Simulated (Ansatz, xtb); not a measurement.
# C2H8BN: which of two isomers lies lower

Structure X is `CBNC`, a singlet and structure Y is `CCBN`, a singlet. Both are isolated molecules in the gas phase, relaxed with B3LYP-D3(BJ)/def2-SVP; the shapes shown needn't be the lowest conformers.

X (Å):

```yaml
atoms:
  - { symbol: C, position_ang: [-1.8362, 0.7364, 0.3158] }
  - { symbol: C, position_ang: [1.7898, -0.8118, -0.2806] }
  - { symbol: B, position_ang: [-0.3063, 0.6271, -0.0537] }
  - { symbol: N, position_ang: [0.3934, -0.5774, 0.0276] }
  - { symbol: H, position_ang: [-2.2964, -0.2126, 0.6401] }
  - { symbol: H, position_ang: [-2.4126, 1.1162, -0.5467] }
  - { symbol: H, position_ang: [-1.9841, 1.4783, 1.1208] }
  - { symbol: H, position_ang: [0.3141, 1.6023, -0.4246] }
  - { symbol: H, position_ang: [-0.1032, -1.4097, 0.3357] }
  - { symbol: H, position_ang: [2.2541, 0.1300, -0.6040] }
  - { symbol: H, position_ang: [2.3494, -1.1840, 0.5963] }
  - { symbol: H, position_ang: [1.9152, -1.5500, -1.0928] }
```

Y (Å):

```xyz
12

C     1.3828   -1.2253   -1.7654
C     0.5602    0.0390   -2.0620
B    -0.4785    0.3992   -0.9265
N    -0.5551    1.6708   -0.3580
H     0.7278   -2.0925   -1.5806
H     2.0096   -1.0974   -0.8669
H     2.0556   -1.4886   -2.5982
H     1.2347    0.8884   -2.2794
H    -0.0214   -0.1261   -2.9906
H    -1.2539   -0.4398   -0.5166
H     0.0519    2.4374   -0.6287
H    -1.2240    1.9192    0.3611
```

Problem. Estimate E(Y) − E(X) at the level CCSD(T)/def2-SVP + ΔMP2/def2-TZVPP.

Solution. Calculated at CCSD(T)/def2-SVP + ΔMP2/def2-TZVPP: E(Y) − E(X) = −0.198 eV, so structure Y lies lower.

The same difference at several levels:

```
                             level               geometry  E(Y) − E(X) (eV)  departure from the last row (eV)  job, with rough time for the two
                          GFN2-xTB               GFN2-xTB              +0.105                            +0.303              optimisation, 0.11 s
                         HF/STO-3G               GFN2-xTB              +0.024                            +0.222              single point, 0.16 s
                r2SCAN-D4/def2-SVP               GFN2-xTB              −0.137                            +0.060               single point, 1.3 s
             B3LYP-D3(BJ)/def2-SVP  B3LYP-D3(BJ)/def2-SVP              −0.122                            +0.075                optimisation, 18 s
                       HF/def2-SVP  B3LYP-D3(BJ)/def2-SVP              −0.146                            +0.051           part of the CCSD(T) run
                      MP2/def2-SVP  B3LYP-D3(BJ)/def2-SVP              −0.182                            +0.016           part of the CCSD(T) run
                  CCSD(T)/def2-SVP  B3LYP-D3(BJ)/def2-SVP              −0.157                            +0.041                      single point
CCSD(T)/def2-SVP + ΔMP2/def2-TZVPP  B3LYP-D3(BJ)/def2-SVP              −0.198                                                 single point, 9.6 s
```

As drawn, Y has 1 C–C, 1 N–H in place of 1 C–N, 1 C–H.

GFN2-xTB, HF/STO-3G put the two in the other order. The largest departure from CCSD(T)/def2-SVP + ΔMP2/def2-TZVPP is that of GFN2-xTB, 0.303 eV. The last row adds to CCSD(T) the change of the MP2 difference between the two basis sets, here −0.041 eV.

With harmonic frequencies from B3LYP-D3(BJ)/def2-SVP (ideal gas, rigid rotor, one conformer each, 298.15 K, 1 atm): on the last row, ΔE + ΔZPE = −0.181, ΔH = −0.185, ΔG = −0.188 eV.

The correlated steps freeze 4 core orbitals. Mirror images aren't counted in ΔG. Codes used: Ansatz 0.2.0, xtb 6.7.1; the last row on 2 threads of Intel(R) Xeon(R) 6975P-C (Granite Rapids) on a shared host.

Both isomers are aminoboranes with one hydrogen on boron: X is CH₃–BH–NH–CH₃ and Y is CH₃CH₂–BH–NH₂. The nitrogen lone pair donates into the empty boron p orbital in each, and the B–N distances are nearly equal, so this π bond largely cancels in the difference. What remains is the exchange of a C–N and a C–H bond for a C–C and an N–H bond; by mean bond energies the gain from C–N to C–C outweighs the loss from C–H to N–H, which favours Y, much as ethylamine lies below dimethylamine. Steric strain is probably minor, since the two methyl groups in X sit trans across the B–N bond.

Hartree–Fock already gives this order in the split-valence basis, so correlation strengthens the preference but doesn't create it. The reversal in HF/STO-3G probably reflects the minimal basis's poor description of the polar bonds, as r2SCAN-D4 finds Y lower at the same geometries. Vibrational and thermal terms barely alter the gap, so the preference is essentially electronic. It says nothing about how readily the two interconvert.
